de Almeida-Thouless line from one superspin in four copies

Statement

Take N Ising moments S_i = ±1 with energy E = −Σ_{i<j} J_ij S_i S_j − h Σ_i S_i, where the J_ij are independent Gaussian couplings of mean zero and variance J²/N (Sherrington-Kirkpatrick model, 1975). For a nanoparticle moment μ confined to an easy axis along the field H, h = μH. Let β = 1/k_BT, t = k_BT/J, and let ⟨…⟩ denote the average over a Gaussian variable z of zero mean and unit variance. With x = βJ√q z + βh, the replica-symmetric overlap obeys

(1) q = ⟨tanh² x⟩.

This solution is stable where the replicon eigenvalue

(2) λ = 1 − ⟨sech⁴ x⟩/t²

is positive. The line λ = 0, or (k_BT/J)² = ⟨sech⁴ x⟩, is that of de Almeida and Thouless (1978). At h = 0 and q = 0, λ = 1 − 1/t², so k_BT_g = J. With τ = 1 − T/T_g the limits are

(3) (h/J)² = (4/3) τ³ [1 + τ + …] near T_g,

(4) k_BT = (4J/(3√(2π))) exp(−h²/2J²) = 0.532 J exp(−h²/2J²) at large field.

The smallest model that contains (2) exactly is one moment in a frozen Gaussian field, copied four times: 16 states and a 6 × 6 matrix.

Reduction to one site

Averaging Zⁿ over the J_ij and decoupling with overlaps q_ab (a < b, replicas 1 to n) gives, per site and up to a constant,

nβf = (β²J²/2) Σ q_ab² − ln Tr exp(β²J² Σ q_ab S_a S_b + βh Σ S_a).

At q_ab = q the trace equals exp(−nβ²J²q/2) ⟨(2 cosh x)ⁿ⟩. At fixed z the replicas are therefore independent moments with m = tanh x, and z carries the weight coshⁿ x times the Gaussian, which becomes the plain Gaussian as n → 0. Stationarity then gives (1). The second derivative is β²J² times the matrix G = 1 − β²J² C, where C is the covariance matrix of the products S_a S_b. With r = ⟨m⁴⟩, G has three kinds of element:

P = 1 − β²J²(1 − q²), same pair;
Q = −β²J²(q − q²), one replica in common;
R = −β²J²(r − q²), none in common.

The four-copy model

Keep replicas 1 to 4 and the Gaussian weight for z. In the order 12, 13, 14, 23, 24, 34 the matrix is

P Q Q Q Q R
Q P Q Q R Q
Q Q P R Q Q
Q Q R P Q Q
Q R Q Q P Q
R Q Q Q Q P

Its eigenvalues are P + 4Q + R (once), P − R (three times) and P − 2Q + R (twice). One vector of the last family is η = (0, 1, −1, −1, 1, 0)/2, which corresponds to the operator

O = (S₁S₃ − S₁S₄ − S₂S₃ + S₂S₄)/2 = (S₁ − S₂)(S₃ − S₄)/2.

Of the 16 states only the four with S₁ ≠ S₂ and S₃ ≠ S₄ have O ≠ 0. They have O² = 4, come in pairs of opposite O, and have zero total moment, hence probability 1/(2 cosh x)⁴ each. So O has zero mean at every z and variance 16/(2 cosh x)⁴ = sech⁴ x. Then η·Gη = 1 − β²J²⟨sech⁴ x⟩, which is (2). The same follows from P − 2Q + R = 1 − β²J²(1 − 2q + r), since 1 − 2m² + m⁴ = sech⁴ x.

Comparison with general n. The vector satisfies Σ_b η_ab = 0 for every replica a. Padded with zeros it remains an eigenvector for any larger n, with the same P − 2Q + R, so n enters only through the weight of z. The family has n(n − 3)/2 members, none for n = 3 and two for n = 4, so four copies are the minimum. The other eigenvalues, P + 2(n − 2)Q + (n − 2)(n − 3)R/2 and P + (n − 4)Q − (n − 3)R, depend on n. Both tend to P − 4Q + 3R at n → 0, and their n = 4 forms have no meaning for the glass.

Solving the line

Put σ = βJ√q and u = h/(J√q), so x = σ(z + u) and t = √q/σ. The condition λ = 0 becomes one equation for u at given σ,

(5) ⟨tanh² x⟩ = σ²⟨sech⁴ x⟩,

after which t = √q/σ and h/J = u√q.

Near T_g. Let s = σ² and B = (βh)², with B of order s³. From tanh² x = x² − 2x⁴/3 + 17x⁶/45 − 62x⁸/315 + … and sech⁴ x = 1 − 2x² + 7x⁴/3 − 94x⁶/45 + …, with ⟨x²⟩ = s + B, ⟨x⁴⟩ = 3s² + 6sB, ⟨x⁶⟩ = 15s³, ⟨x⁸⟩ = 105s⁴ to the order needed,

⟨tanh² x⟩ = s + B − 2s² − 4sB + 17s³/3 − 62s⁴/3,
s⟨sech⁴ x⟩ = s − 2s² − 2sB + 7s³ − 94s⁴/3.

Equating them gives B(1 − 2s) = 4s³/3 − 32s⁴/3, so B = (4/3)s³(1 − 6s). From t² = 1 − 2s + 7s², τ = s − 3s² and s = τ + 3τ². Then (h/J)² = Bt² = (4/3)τ³(1 + 9τ − 6τ − 2τ), which is (3).

Large field. For σ ≫ 1, sech⁴ x is a narrow peak of area 4/3 under a broad Gaussian. With φ(u) = exp(−u²/2)/√(2π), t² = (4/3)φ(u)/σ, so t = (4/3)φ(u)/√q, and q → 1 gives (4). Physically, only moments whose frozen field cancels h to within k_BT can respond. The area of sech² x is 2, so 1 − q = 3t²/2, which changes t by the fraction −(3/4)(h²/J² − 1)t². The second moment of sech⁴ x, π²/9 − 2/3, adds (π²/24 − 1/4)(h²/J² − 1)t². The relative correction to (4) is thus −(1 − π²/24)(h²/J² − 1)t² = −0.589(h²/J² − 1)t².

Numbers for dense maghemite particles

Inputs, all assumed as typical of a compact of bare γ-Fe₂O₃ particles: diameter 8 nm, M_s = 350 emu/cm³, T_g = 140 K, effective anisotropy K = 3 × 10⁵ erg/cm³, volume fraction 0.6. J is fixed by T_g, which is therefore no prediction. The particle volume is V = 2.68 × 10⁻¹⁹ cm³, μ = M_sV = 9.38 × 10⁻¹⁷ emu = 1.01 × 10⁴ μ_B, and the field unit is H₀ = k_BT_g/μ = 206 Oe. Roots of (5) by quadrature:

σ      u       q       t        h/J      T (K)    H (Oe)
0.4    0.134   0.126   0.8861   0.0476   124      9.8
1      0.449   0.430   0.6556   0.294    91.8     60.6
3      1.119   0.857   0.3085   1.036    43.2     213
14     2.009   0.992   0.0712   2.001    10.0     412

At the temperatures of the first two rows the leading term of (3) gives h/J = 0.0444 and 0.233, low by 7 and 21 per cent, about 0.6τ in both cases, and the factor 1 + τ raises the first to 0.0468. The H^(2/3) law for T_g − T is thus good to ten per cent in field within about a sixth of T_g. At the fields of the last two rows (4) gives t = 0.3111 and 0.0718, high by 0.8 and 0.9 per cent, so the large-field form already serves at h ≈ J, where its first correction passes through zero. In the second row r = 0.289 and P − 4Q + 3R = 1 − (1 − 4q + 3r)/t² = 0.653, so this eigenvalue is far from zero where the replicon mode goes soft.

Limits of the mapping

In the model 9.8 Oe lowers the instability by 16 K, because a moment of 10⁴ μ_B makes H₀ small. Several neglected effects are of order one.

Easy axes. With randomly oriented axes a moment sees h cos θ, and (1) and (2) acquire an average over θ. Near T_g only B enters, linearly, so h² → h²/3. The field scale grows by √3 = 1.73 and τ at given H shrinks by the factor 0.693.

Ising character. KV/k_BT_g = 4.2, for which the Boltzmann weight exp(KV cos²ϑ/k_BT) of an isolated particle gives ⟨cos²ϑ⟩ ≈ 0.7 about the axis. Transverse fluctuations are appreciable near T_g. For isotropic vector moments the first instability in a field is the transverse freezing of Gabay and Toulouse (1981), which this model lacks.

Mean coupling. Zero mean J_ij suits a spherical, isotropically packed sample, where Lorentz and demagnetising fields cancel. Otherwise the local field shifts by (4π/3 − N_d)M in Gaussian units, with N_d the demagnetising factor. The model susceptibility at T_g is χ = 0.6 M_s/H₀ = 1.0 emu/(cm³ Oe), so (4π/3)χ = 4.3 and the shift can exceed the applied field.

Range. Dipolar couplings are dominated in variance by near neighbours. Fluctuations lower T_g below its mean-field value, so J = k_BT_g understates the spread of frozen fields and hence H₀. Whether an equilibrium line survives in three dimensions is unsettled, and irreversibility lines from field-cooled and zero-field-cooled curves depend on the time scale, so an H^(2/3) fit does not establish (2).

The values in Oe are the model's. As typical knowledge, compacts of such particles with random axes need fields a few times larger, roughly two to five, for the same fractional drop of the freezing temperature, so the model overstates the depression at a given field.